**Setup and conventions.** I want the acoustic loss of a glass caused by small groups of atoms that hop thermally between two configurations. This is the asymmetric double-well model of Gilroy and Phillips (1981). From it I want the width of a Brillouin line against temperature. My premises:

1. Each relaxing unit has two wells with energies $-\Delta/2$ (well 1) and $+\Delta/2$ (well 2), labelled so that $\Delta>0$. The saddle lies at $V$, counted from the mean of the two well energies.
2. Hopping is classical and Arrhenius, with one attempt frequency $\nu_0$ for both wells and all units.
3. A strain $e$ of the mode considered shifts the asymmetry, $\Delta\to\Delta+2\gamma e$, so $\gamma=\tfrac12\,\partial\Delta/\partial e$. For a longitudinal wave $\gamma^2$ is the square of the coupling tensor projected on the wave direction, averaged over orientations.
4. The units are independent, and $\Delta$, $V$, $\gamma$ are uncorrelated. The number per volume is $f_0\,g(V)\,d\Delta\,dV$, with $f_0$ constant (unit J$^{-1}$m$^{-3}$) on $\Delta>0$ and $\int_0^\infty g\,dV=1$.
5. Linear response, $|\gamma e|\ll k_BT$, and a wavelength much longer than the spacing of the units.

Two conventions fix the prefactor. A density $\tilde f_0$ counted over both signs of $\Delta$ corresponds to $f_0=2\tilde f_0$. A coupling written as $\delta\Delta=De$ corresponds to $\gamma^2=D^2/4$. Time dependence is $e^{-i\omega t}$. I abbreviate

$$u=\frac{\Delta}{2k_BT},\quad y=\frac{V}{k_BT},\quad x=\omega\tau_0,\quad L=\ln\frac1x,\quad C^*=\frac{\gamma^2f_0}{\rho v^2},$$

with $\rho$ the density and $v$ the sound velocity. $C^*$ is dimensionless; $\tau_0$ is defined below.

**Step 1: kinetics of one unit.** The barrier seen from well 1 is $V+\Delta/2$, from well 2 it is $V-\Delta/2$, so $k_{12}=\nu_0e^{-y-u}$ and $k_{21}=\nu_0e^{-y+u}$. Let $p=P_1-P_2$ with $P_1+P_2=1$. From $\dot P_1=-k_{12}P_1+k_{21}P_2=-\dot P_2$ and $P_{1,2}=(1\pm p)/2$,

$$\dot p=-(k_{12}+k_{21})\,p+(k_{21}-k_{12})=-\frac{p-p_{eq}}{\tau},$$

$$p_{eq}=\tanh u,\qquad \tau=\tau_0\,e^{y}\,\mathrm{sech}\,u,\qquad \tau_0=\frac1{2\nu_0}.\tag{1}$$

The factor 2 in $\tau_0$ appears because both rates restore equilibrium.

**Step 2: response to strain.** The strain moves the target population by

$$\delta p_{eq}=\frac{d\tanh u}{d\Delta}\,2\gamma e=\frac{\gamma e}{k_BT}\,\mathrm{sech}^2u .$$

It may also change $V$ and hence $\tau$. But $\tau$ divides $p-p_{eq}$, which is already of first order in $e$, so that change enters at second order and drops out. Linearising, $-i\omega\,\delta p=-(\delta p-\delta p_{eq})/\tau$, which gives $\delta p=\delta p_{eq}/(1-i\omega\tau)$.

The mean energy of the unit is $U=-\tfrac12(\Delta+2\gamma e)\,p$. Its contribution to the stress is the derivative at fixed populations, $\partial U/\partial e=-\gamma p$, divided by the volume. A strain shift common to both wells adds a stress that does not depend on $p$ and does not relax. For $n$ identical units per volume the modulus $M=\delta\sigma/e$ changes by

$$\delta M=-\frac{n\gamma^2}{k_BT}\,\mathrm{sech}^2u\;\frac{1+i\omega\tau}{1+\omega^2\tau^2}.\tag{2}$$

I write $M=M'-iM''$, so $M''>0$. For $e=e_0\cos\omega t$ the stress is $e_0(M'\cos\omega t-M''\sin\omega t)$, and the work per cycle is $\oint\sigma\,de=\pi M''e_0^2$. The largest stored energy is $\tfrac12M'e_0^2$. The internal friction, defined as the work per cycle over $2\pi$ times the stored energy, is $Q^{-1}=M''/M'$, and $M'=\rho v^2$.

**Step 3: sum over the distribution.** I replace $n$ by $f_0\,g\,d\Delta\,dV$ with $d\Delta=2k_BT\,du$ and $dV=k_BT\,dy$:

$$Q^{-1}=2C^*\int_0^\infty du\,\mathrm{sech}^2u\int_0^\infty dy\;k_BT\,g(k_BT\,y)\,\frac{s}{1+s^2},\qquad s=\omega\tau=x\,e^{y}\,\mathrm{sech}\,u.\tag{3}$$

This is exact within the premises. The $1/k_BT$ of (2) has cancelled against the width $2k_BT$ of the band of asymmetries that are thermally populated. The flatness of the asymmetry density is needed over that band only: the weight beyond $\Delta=4k_BT$ is $1-\tanh 2=0.036$.

**Step 4: the Debye kernel selects one barrier.** Put $z=\ln s=y-L-\ln\cosh u$. Then $s/(1+s^2)=1/(2\cosh z)$, a peak of area $\int_{-\infty}^{\infty}dz/(2\cosh z)=\pi/2$ and width of order one in $y$. For $x\ll1$ the peak lies well inside $y>0$, and I extend the lower limit to $-\infty$ with $g$ continued smoothly. The barrier sampled is $V=V^*+k_BT\eta$, where

$$V^*=k_BT\ln\frac1{\omega\tau_0},\qquad \eta=z+\ln\cosh u .$$

At fixed $u$, $dy=dz$, so (3) becomes $Q^{-1}=\pi C^*k_BT\,\langle g(V^*+k_BT\eta)\rangle$. The average runs over the normalised, independent weights $1/(\pi\cosh z)$ and $\mathrm{sech}^2u$. The moments are $\langle z\rangle=0$, $\langle z^2\rangle=\pi^2/4$, $\langle\ln\cosh u\rangle=1-\ln2$, and $\ln\cosh u$ has variance $1-\pi^2/12$ (I get the last two from the function $I(p)$ in step 5). Hence $\langle\eta\rangle=0.307$ and $\langle\eta^2\rangle=\pi^2/6+1+(1-\ln2)^2=2.74$. Expanding $g$ about $V^*$,

$$Q^{-1}=\pi C^*k_BT\left[g+0.307\,k_BT\,g'+1.37\,(k_BT)^2g''+\dots\right]_{V^*}.\tag{4}$$

If $g$ varies slowly over $k_BT$, the first term is the result:

$$\boxed{Q^{-1}\simeq\frac{\pi\gamma^2f_0}{\rho v^2}\;k_BT\,g(V^*),\qquad V^*=k_BT\ln\frac1{\omega\tau_0}}\tag{5}$$

The $\pi$ is $2\times\pi/2$: the 2 from the asymmetry integral, the $\pi/2$ from the kernel. The $g'$ term only shifts the argument by $(1-\ln2)k_BT$. It is the same as replacing $\tau_0$ by $2\tau_0/\mathrm e=0.736\,\tau_0$ ($\mathrm e$ the base of the logarithm), since asymmetric units relax faster than symmetric ones.

Multiplying (5) by $L$ gives $LQ^{-1}=\pi C^*V^*g(V^*)$. Data at all frequencies then fall on one curve against $k_BTL$. At fixed $\omega$ the loss peaks where $V g(V)$ does, that is at $d\ln g/d\ln V=-1$, and both the temperature and the height of the peak scale as $1/L$.

**Step 5: exponential barriers.** Take $g=e^{-V/V_0}/V_0$ and $a=k_BT/V_0$. Then $k_BT\,g(V^*)=a\,e^{-aL}$ and (5) reads

$$Q^{-1}\simeq\pi C^*\,a\,(\omega\tau_0)^a .\tag{6}$$

At fixed temperature this is a power law in frequency whose exponent is proportional to $T$. At fixed frequency, $d(ae^{-aL})/da=(1-aL)e^{-aL}$ vanishes at $a=1/L$:

$$k_BT_{max}=\frac{V_0}{\ln(1/\omega\tau_0)},\qquad Q^{-1}_{max}=\frac{\pi C^*}{\mathrm e\,L}.\tag{7}$$

At Brillouin frequencies $L$ is only about 4, so $a$ is not small at the peak and I do (3) without the slow-variation step. With $dy=ds/s$ and $e^{-ay}=x^a\,\mathrm{sech}^au\;s^{-a}$, the inner integral is

$$a\,x^a\,\mathrm{sech}^au\int_{s_0}^\infty\frac{s^{-a}\,ds}{1+s^2},\qquad s_0=x\,\mathrm{sech}\,u .$$

For $a<1$ I split it as $\int_0^\infty-\int_0^{s_0}$. With $t=s^2$ the first piece is a beta function, $\tfrac12\Gamma(\tfrac{1-a}2)\Gamma(\tfrac{1+a}2)=\pi/[2\cos(\pi a/2)]$ by the reflection formula. In the second $s\le s_0<1$, so the geometric series of $1/(1+s^2)$ integrates term by term to $s_0^{1-a}/(1-a)-s_0^{3-a}/(3-a)+\dots$ The $u$ integrals are all of one type. With $t=\tanh^2u$,

$$I(p)=\int_0^\infty\mathrm{sech}^pu\,du=\tfrac12B\!\left(\tfrac12,\tfrac p2\right)=\frac{\sqrt\pi\,\Gamma(p/2)}{2\,\Gamma((p+1)/2)},$$

so $I(2)=1$, $I(3)=\pi/4$, $I(5)=3\pi/16$. Collecting terms,

$$Q^{-1}=\pi C^*a\left[K(a)\,x^a-\frac{x}{2(1-a)}+\frac{3x^3}{8(3-a)}-\dots\right],\qquad K(a)=\frac{I(2+a)}{\cos(\pi a/2)}.\tag{8}$$

A check: as $a\to1$, $K\to(\pi/4)/[\pi(1-a)/2]=1/[2(1-a)]$, and the poles of the first two terms cancel, as they must since (3) is finite.

$I(2+a)=\langle e^{-a\ln\cosh u}\rangle$ generates the cumulants used in step 4. With $\psi$ the digamma function, $d\ln I/dp=\tfrac12[\psi(1)-\psi(\tfrac32)]=\ln2-1$ and $d^2\ln I/dp^2=\tfrac14[\psi'(1)-\psi'(\tfrac32)]=1-\pi^2/12$ at $p=2$. Adding $-\ln\cos(\pi a/2)=\pi^2a^2/8+\dots$,

$$\ln K=-(1-\ln2)\,a+\left(\frac12+\frac{\pi^2}{12}\right)a^2+\dots=-0.307\,a+1.32\,a^2+\dots$$

The two corrections have opposite signs, and $K=1$ near $a=0.23$. That happens to be where a Brillouin peak sits. The height (7) is therefore good there, but the slope of $K$ is positive and moves the peak to higher temperature.

**Step 6: from $Q^{-1}$ to the linewidth.** Light of vacuum wavelength $\lambda$, backscattered in a medium of index $n_r$, selects the real wavevector $q=4\pi n_r/\lambda$. The wave equation gives $\rho\,\omega^2=q^2(M'-iM'')$. For $Q^{-1}\ll1$, $\omega=\omega_B(1-\tfrac i2Q^{-1})$ with $\omega_B=qv$; $M''$ is taken at $\omega_B$, since a power $a<1$ of $\omega$ hardly changes across the line. The amplitude correlation decays as $e^{-\omega_Bt/2Q}$, whose Fourier transform is a Lorentzian of half width $\omega_B/2Q$. The full width at half maximum in hertz is

$$\Gamma_B=\nu_B\,Q^{-1},\qquad \nu_B=\frac{2n_rv}{\lambda}.\tag{9}$$

The real part of (2) softens the glass. There the kernel $1/(1+s^2)$ is a step at $V^*$, so $\delta M'/M'\simeq-2C^*\int_0^{V^*}g\,dV$ and, for the exponential, $\delta v/v\simeq-C^*(1-x^a)$. This is of order $C^*$, so holding $v$ fixed in (5) and (9) is consistent to first order in $C^*$.

**Range of validity.** I list each neglected piece with its size, using the inputs of the illustration below ($x=0.012124$, $C^*=0.03$, $a=T/600$ K).

*Smooth $g$ and $x\ll1$.* Form (5) needs the second and third terms of (4) small; form (6) needs $K\approx1$ and $x^{1-a}\ll1$. For $a>1$ the integral in (3) is dominated by $V\to0$ and tends to $\pi C^*a\,x/[2(a-1)]$ for small $x$, a regime in which premise 2 is empty.

*Low barriers.* The Arrhenius law has no meaning for $V<k_BT$. Using $s/(1+s^2)<s$ and $e^{-ay}<1$, the part of (3) with $y<1$ is below $2C^*a\,x\,I(3)(\mathrm e-1)$. Relative to (6) this is $\tfrac12(\mathrm e-1)\,x^{1-a}$, which is 0.031 at 150 K and 0.095 at 300 K. Premise 4 also counts units with $V<\Delta/2$, which have no second well. The same bounds give $2C^*ax\int_0^\infty\mathrm{sech}^3u\,(e^u-1)\,du=2C^*ax\,(\tfrac32-\tfrac\pi4)$ for $y<u$, or 0.017 and 0.050 of (6) at these temperatures. At room temperature the model is thus undefined at the level of ten per cent.

*Quantum corrections.* Suppose $\omega_0=2\pi\nu_0$ is the frequency both in the well and of the inverted barrier, and let $w=\hbar\omega_0/2k_BT$. The quantum partition function of the well multiplies the rate by $\sinh w/w$, and transmission through a parabolic barrier multiplies it by $w/\sin w$. The product $\sinh w/\sin w$ diverges at $w=\pi$, that is at $T_c=\hbar\nu_0/k_B$, which is 38 K for $\tau_0=10^{-13}$ s. It divides $\tau_0$, so (6) is multiplied by $(\sin w/\sinh w)^a$: 0.84 at 50 K and 0.95 at 150 K. Softer local modes would reduce this. At and below $T_c$ tunnelling governs the kinetics and (5) does not apply.

*Independence.* Two units at distance $r$ interact elastically with an energy of order $\gamma^2/\rho v^2r^3$. The active density is $r^{-3}\sim2k_BTf_0$, so the energy is of order $2C^*k_BT=0.06\,k_BT$, small at every temperature.

*Anharmonic damping.* This is a separate channel, and it rivals the effect. Thermal modes $k$ with heat capacities $c_k$ per volume have strain-dependent frequencies, $\delta\ln\omega_k=-\gamma_ke$. With frozen occupations each mode keeps its own entropy and the modulus exceeds the isothermal one by $T\sum_kc_k\gamma_k^2$. After the modes equilibrate among themselves the excess is $TC\bar\gamma^2$, with $C=\sum_kc_k$ and $\bar\gamma$ the $c_k$-weighted mean. The difference $TC\,\delta\gamma^2$, with $\delta\gamma^2$ the weighted variance, relaxes in a thermal time $\tau_{th}$ (the Akhiezer mechanism). For $\omega\tau_{th}\ll1$,

$$Q^{-1}_{anh}\simeq\frac{T\,c_m\,\delta\gamma^2}{v^2}\,\omega\tau_{th},\qquad c_m=C/\rho .$$

It grows as $\omega$, against $\omega^a$ for the double wells, so it can be negligible in ultrasonics and still matter for Brillouin lines.

*Fixed structure.* $f_0$, $g$ and $\gamma$ are those of a frozen network, so $T$ must lie well below the glass transition.

**Illustration: longitudinal backscattering in vitreous B$_2$O$_3$.** Given inputs, typical and approximate: $n_r=1.46$, $v=3400$ m/s, $\rho=1800$ kg/m$^3$, and laser light of $\lambda=514.5$ nm. Model inputs, illustrative: $\tau_0=10^{-13}$ s, $V_0/k_B=600$ K, $C^*=0.03$, which means $\gamma^2f_0=C^*\rho v^2=6.2\times10^8$ J/m$^3$. I chose $V_0$ and $C^*$ so that the ultrasonic loss has the typical form of a maximum at some tens of kelvin with a height of a few $10^{-3}$: at 20 MHz, $L=11.28$, and (7) gives 53 K and $3.1\times10^{-3}$. That is a choice of inputs and tests nothing.

From (9), $\nu_B=19.30$ GHz, $\omega_B=1.2124\times10^{11}$ s$^{-1}$, $x=0.012124$ and $L=4.4125$. Between 50 K and 300 K the line samples barriers $V^*/k_B$ from 221 K to 1324 K. The prefactor is $\pi C^*\nu_B=1819$ MHz. In the table $\Gamma_B^{(6)}$ and $\Gamma_B^{(8)}$ use (6) and (8); the $x^3$ term does not affect the digits shown. Three figures serve only to compare the two formulas.

| $T$ (K) | $a$ | $x^a$ | $K$ | $x/2(1-a)$ | $\Gamma_B^{(6)}$ (MHz) | $\Gamma_B^{(8)}$ (MHz) |
|---|---|---|---|---|---|---|
| 50 | 0.083 | 0.692 | 0.984 | 0.0066 | 105 | 102 |
| 100 | 0.167 | 0.479 | 0.986 | 0.0073 | 145 | 141 |
| 150 | 0.250 | 0.332 | 1.008 | 0.0081 | 151 | 148 |
| 200 | 0.333 | 0.230 | 1.052 | 0.0091 | 139 | 141 |
| 300 | 0.500 | 0.110 | 1.236 | 0.0121 | 100 | 113 |

In the rows up to 200 K the simple form departs from the full one by 3.0 % at most (at 100 K); at 300 K it is 11 % low. Equation (7) puts the peak at 136 K with $Q^{-1}=7.9\times10^{-3}$. Setting the derivative of (8) to zero gives $a=0.239$, or 143 K, with $Q^{-1}=7.7\times10^{-3}$. The peak is very flat, as the equal entries at 100 K and 200 K show. The softening by the wells at 150 K is $\delta v/v=-0.020$, so a fixed $\nu_B$ is adequate at this level.

For the competing channel at 300 K I take a typical $c_m=900$ J kg$^{-1}$K$^{-1}$ and, as orders of magnitude, $\delta\gamma^2=1$ and $\tau_{th}=10^{-12}$ s. Then $Q^{-1}_{anh}\approx3\times10^{-3}$, or 0.05 GHz, about half of the double-well width there. The product $Tc_m$ falls quickly on cooling, so this term weighs most at the warm end.

The model's linewidth thus rises roughly linearly at low temperature, passes a broad maximum of 0.15 GHz at about 140 K, and falls to 0.11 GHz at 300 K; all of it scales with the assumed $C^*$. These numbers are the model's, not the material's. As typical knowledge, not as a measurement, the Brillouin line of B$_2$O$_3$ glass does not narrow in this way on warming to room temperature, where widths of a few hundred MHz are usual. The model then lies low there by roughly a factor of two. The direction is the one expected from the omitted anharmonic term and from higher barriers, partly tied to water content, that a single exponential $g(V)$ leaves out.